**s-wave scattering of four argon PAW datasets: slope of the phase, growth of the error and a ghost at positive energy**

The table holds the all-electron s phase arctan(r u′/u) of Ar at 1.255 bohr from −4.00 to 4.64 Ry and the PAW errors of a base dataset and three single-setting variants (atompaw 4.2.0.5, LDA-PW92, scalar-relativistic). The program fits nothing: it checks the identity dφ/dE = −rQ/[u²(1 + L²)] at the 3s level, converts phase errors into energy shifts and errors in L, and compares their growth with the double-zero factor (E − e1)²(E − e2)². The identity gives −0.601 rad/Ry against −0.605 from the table, while the bare pseudo norm would give −0.645. The base error grows faster than the double-zero factor and equals a shift of about 0.2 Ry at 4.64 Ry; the sinc variant is identical to base, and the 1.16 bohr variant stays within 0.0005 rad. The local radius of 0.9 bohr produces one jump of 0.995 π between 1.76 and 2.24 Ry, with a change of sign modulo π that marks a narrow extra s level.

Calculated values. PAW datasets for Ar from atompaw 4.2.0.5 (LDA-PW92, scalar-relativistic, [Ne] core). The phase is the unwrapped arctan(r u′/u) at r = 1.255 bohr, with u = rR, and errors are PAW minus all-electron. The base run has both s wave radii at 1.25 bohr, the second s wave at −0.4 Ry, local radius 0.95 bohr and a Gaussian compensation shape; each variant changes the one setting named.

## Script

```python
# Table: s-channel phase arctan(r u'/u) at r = 1.255 bohr for Ar, all-electron, and PAW minus
# all-electron errors of four datasets (atompaw 4.2.0.5, LDA-PW92, scalar-relativistic).
# Tested: slope = -rQ/[u^2(1+L^2)] (no parameters), growth of the errors, the jump of pi.
T = {
    'energy': [-4.0, -3.52, -3.04, -2.56, -2.08, -1.6, -1.12, -0.64, -0.16, 0.32, 0.8, 1.28, 1.76, 2.24, 2.72, 3.2, 3.68, 4.16, 4.64],  # Ry
    'phase_s_all_electron': [0.7517, 0.6166, 0.4367, 0.2034, -0.0757, -0.366, -0.6244, -0.8301, -0.9859, -1.1032, -1.1926, -1.2624, -1.3181, -1.3634, -1.4012, -1.4332, -1.4607, -1.4848, -1.5061],  # rad
    'run0': [-0.0003, -0.0002, -0.0001, -0.0001, 0.0, 0.0, 0.0, 0.0, 0.0, 0.0, -0.0001, -0.0002, -0.0003, -0.0007, -0.0011, -0.0018, -0.003, -0.0049, -0.0087],  # rad
    'run1': [-0.0003, -0.0002, -0.0001, -0.0001, 0.0, 0.0, 0.0, 0.0, 0.0, 0.0, -0.0001, -0.0002, -0.0003, -0.0007, -0.0011, -0.0018, -0.003, -0.0049, -0.0087],  # rad
    'run2': [-0.0004, -0.0003, -0.0002, -0.0001, 0.0, 0.0, 0.0, 0.0, -0.0001, -0.0001, -0.0004, -0.0011, -0.0051, -3.1298, -3.1366, -3.1375, -3.1377, -3.1376, -3.1375],  # rad
    'run3': [-0.0001, 0.0, 0.0, 0.0, 0.0, 0.0, 0.0, 0.0, 0.0, 0.0, -0.0001, 0.0, 0.0, -0.0001, -0.0001, -0.0001, -0.0003, -0.0003, -0.0005],  # rad
}
import numpy as np
from scipy.interpolate import CubicSpline
from scipy.constants import physical_constants as pc
E = np.array(T['energy'], float); ph = np.array(T['phase_s_all_electron'], float)
names = ['base', 'sinc', 'local 0.9', 'wave2 1.16']
er = [np.array(T['run%d' % i], float) for i in range(4)]
# typed from further outputs of the same runs: 3s level, 3s waves, p/d errors from 1.76 Ry up
e1 = -24.26313 / pc['Rydberg constant times hc in eV'][0]; e1ps = -1.78334; e2 = -0.4; rt = 1.255
r = np.array([0, .096, .192, .288, .385, .481, .577, .673, .769, .865, .962, 1.058, 1.154, 1.25])
ua = np.array([0, .0883, -.3363, -.4666, -.3431, -.1003, .1687, .4131, .6108, .7561, .853, .9064, .9257, .9189])
up = np.array([0, .0528, .1118, .182, .2673, .3654, .4739, .5862, .694, .7884, .8619, .9078, .9257, .9189])
p0 = np.array([-3, -4, -6, -9, -14, -18, -24]); p2 = np.array([-3, -5, -7, -11, -15, -20, -27])
d0 = np.array([59, 86, 101, 108, 111, 114, 117]); d2 = np.array([58, 85, 100, 106, 109, 113, 116])
cs = CubicSpline(E, ph); sl = cs(E, 1); L = np.tan(ph); h = E[1] - E[0]
L1 = float(np.tan(cs(e1))); s1 = float(cs(e1, 1))
ut = ua[-1] * (1 + L1 * (rt - r[-1]) / rt)
Q = lambda u: float(np.sum(0.5 * (u[1:]**2 + u[:-1]**2) * np.diff(r)) + ut**2 * (rt - r[-1]))
Qa, Qp = Q(ua), Q(up)
sa, sp = [-rt * q / ut**2 / (1 + L1**2) for q in (Qa, Qp)]
print('3s level: all-electron %.5f Ry, PAW %.5f Ry; grid step %.2f Ry; rounding 0.00005 rad' % (e1, e1ps, h))
print('all-electron phase: total fall %.4f rad; last row %.4f rad above -pi/2' % (ph[0] - ph[-1], ph[-1] + np.pi / 2))
k = int(np.argmin(sl))
print('spline slope (rad/Ry): %.3f at %.2f, steepest %.3f at %.2f, %.3f at %.2f Ry' % (sl[0], E[0], sl[k], E[k], sl[-1], E[-1]))
print('at 3s level: L = %.3f, norm inside r: all-electron %.3f, pseudo %.3f (%+.1f %%)' % (L1, Qa, Qp, 100 * (Qp / Qa - 1)))
print('slope at 3s (rad/Ry): table %.3f, from AE norm %.3f (%+.1f %%), from bare pseudo norm %.3f' % (s1, sa, 100 * (sa / s1 - 1), sp))
for i in (4, 5):
    print('  bare norm would give error %+.4f rad at %.2f Ry; base has %.4f' % ((sp - sa) * (E[i] - e1), E[i], er[0][i]))
for n, e in zip(names, er):
    bad = np.where((E > 0) & (abs(e) > 0.001))[0]
    top = E[bad[0] - 1] if len(bad) else E[-1]
    print('%-10s zero rows %2d, |error|<=0.001 up to %.2f Ry, max %.4f rad, jumps>1 rad: %d'
          % (n, np.sum(e == 0), top, abs(e).max(), np.sum(abs(np.diff(e)) > 1)))
print('largest |sinc - base| = %.4f rad' % abs(er[1] - er[0]).max())
m2 = er[2] - np.pi * np.round(er[2] / np.pi)
w = (E - e1)**2 * (E - e2)**2
sh = lambda e: 1000 * e / sl + 0.0
print('shift = error/slope (mRy), w = (E-e1)^2 (E-e2)^2, red = base shift/w (mRy/Ry^4)')
print('E(Ry)   L_AE  slope | base shift  red  round% | local0.9 mod pi, shift | wave2 shift')
for i in [0, 2] + list(range(10, len(E))):
    print('%5.2f %6.2f %6.3f | %7.1f %7.3f %5.0f | %+8.4f %7.1f | %6.1f'
          % (E[i], L[i], sl[i], sh(er[0])[i], sh(er[0])[i] / w[i], 0.005 / abs(er[0][i]), m2[i], sh(m2)[i], sh(er[3])[i]))
print('step-to-step growth over the last four steps (ending %.2f to %.2f Ry)' % (E[-4], E[-1]))
print('  base error:', ' '.join('%.2f' % x for x in er[0][-4:] / er[0][-5:-1]))
print('  base shift:', ' '.join('%.2f' % x for x in sh(er[0])[-4:] / sh(er[0])[-5:-1]))
print('  factor w  :', ' '.join('%.2f' % x for x in w[-4:] / w[-5:-1]))
j = int(np.argmax(abs(np.diff(er[2]))))
print('local 0.9: jump %.4f rad = %.4f pi between %.2f and %.2f Ry' % (er[2][j+1] - er[2][j], (er[2][j+1] - er[2][j]) / np.pi, E[j], E[j+1]))
print('  growth before jump: %.1f, %.1f per step; local 0.9/base at %.2f Ry: %.0f' % (er[2][j-1] / er[2][j-2], er[2][j] / er[2][j-1], E[j], er[2][j] / er[0][j]))
print('  |tail| x grid step: %.1f mRy below, %.1f mRy above (order of width only)' % (1000 * abs(m2[j]) * h, 1000 * abs(m2[j+1]) * h))
for n, e in zip(names, er):
    Lp = np.tan(ph[-1] + e[-1])
    print('L at %.2f Ry, %-10s %.2f vs AE %.2f (magnitude %+.1f %%)' % (E[-1], n, Lp, L[-1], 100 * (Lp / L[-1] - 1)))
print('base/wave2 error at last row: %.0f (rounding of wave2 %.0f %%)' % (er[0][-1] / er[3][-1], 0.005 / abs(er[3][-1])))
print('local 0.9 minus base, E>=1.76 Ry: max p %.4f, max d %.4f rad' % (abs(p2 - p0).max() * 1e-4, abs(d2 - d0).max() * 1e-4))
print('lowest overlap eigenvalue 0.2099 -> 0.1937: %+.1f %%' % (100 * (0.1937 / 0.2099 - 1)))  # further outputs
assert np.all(np.diff(ph) < 0) and abs(sa / s1 - 1) < 0.05
assert np.array_equal(er[0], er[1]) and np.all(er[0] <= 0) and np.all(er[3] <= 0)
assert np.sum(abs(np.diff(er[2])) > 1) == 1 and m2[j] < 0 < m2[j+1] and abs(m2).max() < 0.02
assert np.all(er[0][-4:] / er[0][-5:-1] > w[-4:] / w[-5:-1])
```

Printed output:

```
3s level: all-electron -1.78331 Ry, PAW -1.78334 Ry; grid step 0.48 Ry; rounding 0.00005 rad
all-electron phase: total fall 2.2578 rad; last row 0.0647 rad above -pi/2
spline slope (rad/Ry): -0.243 at -4.00, steepest -0.608 at -2.08, -0.042 at 4.64 Ry
at 3s level: L = -0.263, norm inside r: all-electron 0.431, pseudo 0.463 (+7.4 %)
slope at 3s (rad/Ry): table -0.605, from AE norm -0.601 (-0.8 %), from bare pseudo norm -0.645
  bare norm would give error +0.0132 rad at -2.08 Ry; base has 0.0000
  bare norm would give error -0.0081 rad at -1.60 Ry; base has 0.0000
base       zero rows  6, |error|<=0.001 up to 2.24 Ry, max 0.0087 rad, jumps>1 rad: 0
sinc       zero rows  6, |error|<=0.001 up to 2.24 Ry, max 0.0087 rad, jumps>1 rad: 0
local 0.9  zero rows  4, |error|<=0.001 up to 0.80 Ry, max 3.1377 rad, jumps>1 rad: 1
wave2 1.16 zero rows 11, |error|<=0.001 up to 4.64 Ry, max 0.0005 rad, jumps>1 rad: 0
largest |sinc - base| = 0.0000 rad
shift = error/slope (mRy), w = (E-e1)^2 (E-e2)^2, red = base shift/w (mRy/Ry^4)
E(Ry)   L_AE  slope | base shift  red  round% | local0.9 mod pi, shift | wave2 shift
-4.00   0.93 -0.243 |     1.2   0.019    17 |  -0.0004     1.6 |    0.4
-3.04   0.47 -0.429 |     0.2   0.021    50 |  -0.0002     0.5 |    0.0
 0.80  -2.52 -0.163 |     0.6   0.064    50 |  -0.0004     2.4 |    0.6
 1.28  -3.14 -0.129 |     1.5   0.058    25 |  -0.0011     8.5 |    0.0
 1.76  -3.87 -0.104 |     2.9   0.049    17 |  -0.0051    49.0 |    0.0
 2.24  -4.75 -0.086 |     8.2   0.072     7 |  +0.0118  -137.5 |    1.2
 2.72  -5.84 -0.072 |    15.2   0.077     5 |  +0.0050   -69.1 |    1.4
 3.20  -7.22 -0.062 |    29.2   0.091     3 |  +0.0041   -66.5 |    1.6
 3.68  -9.05 -0.053 |    56.1   0.113     2 |  +0.0039   -72.8 |    5.6
 4.16 -11.60 -0.047 |   104.0   0.142     1 |  +0.0040   -84.7 |    6.4
 4.64 -15.44 -0.042 |   208.2   0.199     1 |  +0.0041   -97.9 |   12.0
step-to-step growth over the last four steps (ending 3.20 to 4.64 Ry)
  base error: 1.64 1.67 1.63 1.78
  base shift: 1.92 1.92 1.85 2.00
  factor w  : 1.63 1.54 1.48 1.43
local 0.9: jump -3.1247 rad = -0.9946 pi between 1.76 and 2.24 Ry
  growth before jump: 2.8, 4.6 per step; local 0.9/base at 1.76 Ry: 17
  |tail| x grid step: 2.4 mRy below, 5.7 mRy above (order of width only)
L at 4.64 Ry, base       -17.84 vs AE -15.44 (magnitude +15.6 %)
L at 4.64 Ry, sinc       -17.84 vs AE -15.44 (magnitude +15.6 %)
L at 4.64 Ry, local 0.9  -14.51 vs AE -15.44 (magnitude -6.0 %)
L at 4.64 Ry, wave2 1.16 -15.56 vs AE -15.44 (magnitude +0.8 %)
base/wave2 error at last row: 17 (rounding of wave2 10 %)
local 0.9 minus base, E>=1.76 Ry: max p 0.0003, max d 0.0002 rad
lowest overlap eigenvalue 0.2099 -> 0.1937: -7.7 %
```
